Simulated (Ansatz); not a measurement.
## Ligand exchange: SiH2(CH3)F + CH3FO → SiH2(CH3)(OH) + CH2F2

Gas-phase species: SiH2(CH3)F, singlet; CH3FO `OCF`, singlet; SiH2(CH3)(OH), singlet; CH2F2 `FCF`, singlet. The partners trade F for OH: Si–F and C–OH bonds give way to Si–OH and C–F.

Shapes, held fixed at every level: PBE0-D4/def2-TZVP. Flexible molecules stand in one conformer, not always the lowest. Programs: Ansatz 0.2.0. The zero-point and thermal change to 298 K, harmonic and unscaled (PBE0-D4/def2-TZVP), is -2.4 kJ/mol.

(1) Estimate ΔH(298 K) of this reaction.

Answers

(1) The highest level, CCSD(T)/CBS estimate, gives ΔH(298 K) = +50.7 kJ/mol; the levels span +47.5 to +50.7. The column of differences is taken from that level and isn't an error. No measured value is set beside it here. The CBS estimate extrapolates MP2 from def2-TZVPP and def2-QZVPP and adds CCSD(T) − MP2 in the triple-zeta set, cores frozen.

| level | kind | ΔH(298 K) (kJ/mol) | less CCSD(T)/CBS estimate |
| --- | --- | --- | --- |
| HF/def2-TZVPP | Hartree–Fock | +48.0 | -2.7 |
| PBE-D4/def2-TZVPP | GGA | +47.5 | -3.2 |
| PBE0-D4/def2-TZVPP | global hybrid | +47.7 | -3.0 |
| r2SCAN0-D4/def2-TZVPP | global hybrid | +48.1 | -2.6 |
| wB97M-V/def2-TZVPP | range-separated hybrid | +48.2 | -2.5 |
| wB97X-V/def2-TZVPP | range-separated hybrid | +48.4 | -2.3 |
| MP2/def2-TZVPP | perturbation theory | +49.6 | -1.1 |
| CCSD(T)/CBS estimate | coupled cluster or CI | +50.7 | 0.0 |

The exchange is clearly endothermic at every level, so fluorine prefers silicon and hydroxyl prefers carbon in this pairing. Both elements bind fluorine more strongly than hydroxyl, but the gain is larger at silicon: it is more electropositive than carbon, and its bonds profit more from the ionic character that fluorine brings. Loss of the anomeric donation from the oxygen lone pair into the C–F antibonding orbital of fluoromethanol may add to the cost, though difluoromethane has a similar interaction of its own.

The narrow spread reflects a reaction that conserves electron pairs and exchanges polar single bonds for others of like kind, so most of the correlation energy cancels; even Hartree–Fock gives +48.0 kJ/mol. The small, uniform shortfall against the reference can't be assigned to the treatment of correlation alone, since the basis-set limit changes as well. With two molecules on each side, the entropy change is probably small and equilibrium should favour the reactants, but nothing here bears on how fast the ligands exchange.
